## The ratio for a local self-energy

In a correlated metal at low temperature the resistivity is $\rho=\rho_0+AT^2$ and the electronic heat capacity **per volume** is $\gamma T$. The Kadowaki–Woods ratio is $A/\gamma^2$. Conventions: $n$ is the carrier density, $D_0$ the bare density of states at the Fermi level per volume and energy (both spins), $\langle v_{0x}^2\rangle$ the Fermi-surface average of the squared bare velocity component, and $\omega$ an energy measured from the Fermi level.

Take a momentum-independent retarded self-energy with
$$\Sigma''=-s\,\frac{\omega^2+(\pi k_BT)^2}{\omega^{*2}}$$
below a scale $\omega^*$, and $\Sigma''=-sF(|\omega|/\omega^*)$ above it at $T=0$, with $F(1)=1$ and $0\le F\le1$. Kramers–Kronig gives
$$\frac1Z-1=-\frac{\partial\Sigma'}{\partial\omega}\bigg|_0=-\frac1\pi\int\frac{\Sigma''(\omega')}{\omega'^2}\,d\omega'=\frac{4s\xi}{\pi\omega^*},\qquad \xi=\frac12\left[1+\int_1^\infty\frac{F(y)}{y^2}dy\right].$$
Hence $1/2\le\xi\le1$, and for quasiparticle weight $Z\ll1$ the coefficient $s/\omega^{*2}$ goes as $Z^{-2}$. The peak rate is a model assumption, of the order of the unitarity limit: $s=2n/(3\pi D_0)$. With $\gamma=\gamma_0/Z$ and $\gamma_0=\pi^2k_B^2D_0/3$,
$$\gamma(1-Z)=\frac{8nk_B^2\xi}{9\omega^*}.$$

Without vertex corrections the Kubo formula gives $\sigma=e^2D_0\langle v_{0x}^2\rangle\int d\omega\,(-\partial f/\partial\omega)\,\hbar/(2|\Sigma''|)$, with $f$ the Fermi function. In the clean limit $\int dx\,[4\cosh^2(x/2)\,(x^2+\pi^2)]^{-1}=1/12$ yields
$$A=\frac{24sk_B^2}{\hbar e^2D_0\langle v_{0x}^2\rangle\omega^{*2}}=\frac{16nk_B^2}{\pi\hbar e^2D_0^2\langle v_{0x}^2\rangle\omega^{*2}}.$$
Dividing by $\gamma^2$ removes $\omega^*$. For $Z\ll1$ (Jacko, Fjærestad and Powell, 2009),
$$\frac{A}{\gamma^2}=\frac{81}{4\pi\hbar k_B^2e^2\xi^2\,nD_0^2\langle v_{0x}^2\rangle},$$
and finite $Z$ multiplies this by $(1-Z)^2$. A 3D parabolic band has $nD_0^2\langle v_{0x}^2\rangle=k_F^7/(9\pi^6\hbar^2)$ with $k_F^3=3\pi^2n$, so the ratio scales as $n^{-7/3}$.

Na$_{0.7}$CoO$_2$ is layered. For a cylindrical parabolic band of mass $m_b$ and layer spacing $d$, $D_0=m_b/(\pi\hbar^2d)$, $\langle v_{0x}^2\rangle=\hbar^2k_F^2/(2m_b^2)$ and $n=k_F^2/(2\pi d)$, so the in-plane ratio is
$$K_v\equiv\frac{A}{\gamma^2}=\frac{81\hbar d}{4\xi^2k_B^2e^2n^2}.$$

Approximate inputs: hexagonal cell with $a\approx2.83$ Å and $c\approx10.9$ Å holding two CoO$_2$ layers ($d=5.45$ Å), $p=1-0.7=0.3$ holes per Co in one band, a typical $\gamma_{\rm mol}\approx40$ mJ mol$^{-1}$ K$^{-2}$, and $\xi=1$. The goal is $A$.

## A wrong attempt (its result must not be used)

1. Volume per formula unit: $V=(\sqrt3/2)a^2d=37.80$ Å$^3$.
2. Density: $n=p/V=7.94\times10^{21}$ cm$^{-3}$.
3. Ratio: $K_v=3.78\times10^{-15}$ in SI units, or $0.378$ with μΩ cm, cm, mJ and K.
4. Insert the heat capacity: $A=0.378\times40^2=6.0\times10^2$ μΩ cm K$^{-2}$ (wrong).

## The symptom

Repeat line 4 in SI, with $\gamma=0.040$. It returns $3.78\times10^{-15}\times0.040^2$ Ω m K$^{-2}$, which is $6.0\times10^{-10}$ μΩ cm K$^{-2}$. The two runs differ by $10^{12}$, and a physical result cannot depend on the unit of length. Carrying the units shows the same thing: line 4 comes out in μΩ cm K$^{-2}$ times an uncancelled cm$^6$ mol$^{-2}$.

A softer warning comes from the mean free path $\ell$. For the cylinder $\rho=(h/e^2)\,d/(k_F\ell)$, which is $1.41$ mΩ cm at $k_F\ell=1$. The wrong $AT^2$ reaches this value at $1.5$ K, which would mean that quasiparticles are lost below liquid-helium temperature.

## The faulty line

Lines 1 to 3 are correct. Line 4 is at fault. $D_0$ and $n$ count per volume, so $K_v$ carries μΩ cm · cm$^6$ K$^2$ mJ$^{-2}$ and must multiply a volumetric $\gamma^2$. Line 4 read 40 mJ per mole as 40 mJ per cm$^3$, silently setting the molar volume to 1 cm$^3$ mol$^{-1}$; the SI run set it to 1 m$^3$ mol$^{-1}$.

## The mended calculation

The molar volume is $V_m=N_AV=22.76$ cm$^3$ mol$^{-1}$, per mole of formula units, matching the mole in $\gamma_{\rm mol}$. Then
$$\gamma=\gamma_{\rm mol}/V_m=1.76\ \text{mJ cm}^{-3}\text{K}^{-2},\qquad A=K_v\gamma^2=1.17\ \mu\Omega\,\text{cm K}^{-2}.$$
Equivalently, convert the ratio once. Since $nV_m=pN_A$,
$$\frac{A}{\gamma_{\rm mol}^2}=\frac{K_v}{V_m^2}=\frac{81\hbar d}{4\xi^2e^2(N_Ak_B)^2p^2}=7.3\times10^{-4}\ \mu\Omega\,\text{cm mol}^2\text{K}^2\text{mJ}^{-2},$$
in which $a$ has cancelled. Both unit systems now agree. Extrapolated, $AT^2$ would reach the $k_F\ell=1$ value at $35$ K. The implied scale $\omega^*=8nk_B^2\xi/(9\gamma)$ is $4.8$ meV, or $55$ K, so the $T^2$ law is confined to $T$ well below $\omega^*/(\pi k_B)=18$ K.

## Size of the error

In cm units the slip inflates $\gamma$ by $22.76$, as if the crystal had $\gamma_{\rm mol}=9.1\times10^2$ mJ mol$^{-1}$ K$^{-2}$, and makes $A$ too large by $22.76^2=518$. In SI it makes $A$ too small by $1.9\times10^9$. Because $V_m$ changes from one compound to the next, molar ratios also distort comparisons between materials.

The approximations of the model act on $A$ as follows.

- $\xi=1/2$ instead of 1 multiplies $A$ by 4, to $4.7$ μΩ cm K$^{-2}$.
- Here $\gamma_0=0.030\,(m_b/m_e)$ mJ cm$^{-3}$ K$^{-2}$, so $Z=0.017\,m_b/m_e$. An illustrative $m_b=10m_e$ gives $Z=0.17$ and $(1-Z)^2=0.69$.
- When $\rho_0\gg AT^2$ the thermal average falls on $\Sigma''$ itself. The factor 12 becomes $4\pi^2/3$ and $A$ rises by $\pi^2/9=1.10$.
- At fixed $\gamma$, $A\propto1/s$, and $s$ is assumed only up to a factor of order one.

Within the model, then, $A$ is of order 1 μΩ cm K$^{-2}$, and the factor 518 lies far outside this spread.

One assumption is more delicate. Dropping vertex corrections counts every carrier–carrier collision as relaxing the current. In a single parabolic band normal collisions conserve the current, and vertex corrections cancel their whole contribution, as in the hydrodynamic regime. Umklapp at the Fermi surface needs $4k_F\ge G$, with $G=4\pi/(\sqrt3a)$ the shortest in-plane reciprocal vector. Here $k_F=0.52$ Å$^{-1}$, so $4k_F=2.1$ Å$^{-1}$ falls short of $G=2.6$ Å$^{-1}$. The formula therefore presumes another route for momentum loss, such as the shorter reciprocal vectors of an ordered Na layer or a second band. The conversion by $V_m^2$ is needed whichever route operates.